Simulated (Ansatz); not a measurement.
BN: sound and stiffness along [100], [110] and [111]

Theory: Ansatz, DFT LDA, scalar-relativistic, plane waves, PAW. Settings: 420 eV plane-wave cutoff, Γ-centred 12×12×12 mesh, fixed occupations. No spin polarisation.

Equilibrium structure at this level:
```cif
data_structure
_symmetry_space_group_name_H-M 'F-43m'
_symmetry_Int_Tables_number 216
_cell_length_a 3.5805
_cell_length_b 3.5805
_cell_length_c 3.5805
_cell_angle_alpha 90.000
_cell_angle_beta 90.000
_cell_angle_gamma 90.000
_cell_volume 45.90
loop_
_atom_site_label
_atom_site_type_symbol
_atom_site_symmetry_multiplicity
_atom_site_Wyckoff_symbol
_atom_site_fract_x
_atom_site_fract_y
_atom_site_fract_z
_atom_site_occupancy
B1 B 4 a 0.00000 0.00000 0.00000 1
N1 N 4 c 0.25000 0.25000 0.25000 1
```

With ions relaxed, on the cubic axes: C11 = 823.7, C12 = 190.7, C44 = 474.4 GPa. The density is 3.591 g/cm³.

Task: Is the crystal stable against strain, and how anisotropic is it?

Result: Born's conditions hold: C11 + 2C12 = 1205.0, C11 − C12 = 633.0 and C44 = 474.4 GPa are all positive. B = (C11 + 2C12)/3 = 401.7 GPa. The two shear moduli are C44 and C′ = (C11 − C12)/2 = 316.5 GPa, so Zener's ratio is A = C44/C′ = 1.50: the tetragonal shear C′ is the soft one, as in many fcc and bcc metals and zincblende crystals. The Cauchy pressure C12 − C44 is -283.7 GPa; it would vanish for pair forces between atoms on inversion centres at zero pressure, and a negative value is usual with directional bonding, though many-body forces give one in some ionic oxides too.

Task: Give the sound speeds along the three symmetry directions.

Result: The Christoffel equation gives ρv² for each branch:
| direction | branch | ρv² | GPa | v (m/s) |
| --- | --- | --- | --- | --- |
| [100] | L | C11 | 823.7 | 15145 |
| [100] | T (×2) | C44 | 474.4 | 11494 |
| [110] | L | (C11 + C12 + 2C44)/2 | 981.6 | 16533 |
| [110] | T, u ∥ [001] | C44 | 474.4 | 11494 |
| [110] | T, u ∥ [1-10] | (C11 − C12)/2 | 316.5 | 9388 |
| [111] | L | (C11 + 2C12 + 4C44)/3 | 1034.2 | 16971 |
| [111] | T (×2) | (C11 − C12 + C44)/3 | 369.1 | 10139 |

In a piezoelectric crystal some branches stiffen further, which is left out.

Task: How does Young's modulus depend on direction?

Result: Inverting gives S11 = 1.330, S12 = -0.250, S44 = 2.108 TPa⁻¹. Along a unit vector (l, m, n), 1/E = S11 − 2(S11 − S12 − S44/2)(l²m² + m²n² + n²l²), where the last bracket is 0, 1/4 and 1/3 for [100], [110] and [111]: E = 752, 937 and 1021 GPa. With A > 1 the body diagonal is stiffest. For a film on (001), the biaxial modulus is C11 + C12 − 2C12²/C11 = 926 GPa and the normal strain is −2C12/C11 = -0.46 times the in-plane one.

Cubic BN resists shear almost as strongly as compression: C44 exceeds the bulk modulus, and even the soft shear C′ is 316.5 GPa. This reflects short, strong sp³ bonds between first-row atoms, whose compact 2p orbitals make changes of bond angle costly as well as changes of length.

The anisotropy follows from the tetrahedral network. A tetragonal shear leaves bond lengths unchanged to first order and is resisted mainly by angle bending, whereas the shear governed by C44 also stretches bonds, even after the sublattices relax. Strain along [111] loads one set of bonds head-on, so both Young's modulus and the longitudinal speed peak there.

By symmetry, piezoelectric stiffening can raise only the [111] longitudinal branch and the [110] transverse branch polarised along [001]. The fastest and slowest modes in the table therefore keep their places. The positive elastic eigenvalues establish stability against small homogeneous strains, but not against finite-wavevector distortions or transformation to the layered polymorph.
